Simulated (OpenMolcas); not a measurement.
## [SiH3]+ (SMILES [SiH3+]): the HOMO–LUMO gap, rung by rung

The species is [SiH3]+ (4 atoms), meant as a singlet with charge +1. As SMILES, `[SiH3+]`. Geometry: relaxed at PBE0-D4/def2-TZVP.

Each level gives the HOMO–LUMO gap (eV). The values are calculated.

| level | kind | program | value (eV) | CPU time |
| --- | --- | --- | --- | --- |
| HF/aug-cc-pVTZ | Hartree–Fock | OpenMolcas | 14.42 | 11 s |
| SVWN5/aug-cc-pVTZ | LDA | OpenMolcas | 4.78 | 16 s |
| PBE/aug-cc-pVTZ | GGA | OpenMolcas | 5.06 | 21 s |
| TPSS/aug-cc-pVTZ | meta-GGA | OpenMolcas | 5.60 | 25 s |
| r2SCAN/aug-cc-pVTZ | meta-GGA | OpenMolcas | 5.77 | 27 s |
| B3LYP/aug-cc-pVTZ | global hybrid | OpenMolcas | 6.97 | 21 s |
| M06-2X/aug-cc-pVTZ | hybrid meta-GGA | OpenMolcas | 9.59 | 23 s |
| PBE0/aug-cc-pVTZ | global hybrid | OpenMolcas | 7.46 | 20 s |

The values span 4.78 to 14.42 eV. Orbital gaps aren't excitation energies; they tend to grow with the share of exact exchange. CPU times are rough (shared hosts, several kinds of processor): they show what a rung costs within a factor of a few.

The gap of this cation depends more on how exchange is treated than on the refinements among the semilocal functionals. In planar silylium, the HOMO is a degenerate Si–H bonding pair and the LUMO is the empty, out-of-plane silicon 3p orbital, which accounts for the ion's strong Lewis acidity. A semilocal potential treats the occupied and empty levels much alike, whereas in Hartree–Fock the empty orbital feels the repulsion of all the electrons and is pushed up relative to the bonding pair. PBE and PBE0 show this most cleanly because they share a parent functional: mixing in exact exchange widens the gap from 5.06 to 7.46 eV. The smaller rise from PBE to TPSS and r2SCAN probably reflects their dependence on the kinetic-energy density, which makes the potential orbital-dependent. The positive charge should keep the 3p level bound, so even the large Hartree–Fock gap probably involves a true valence acceptor orbital. Without ionisation and electron-attachment energies, the spread can't show which level best approximates the fundamental gap.
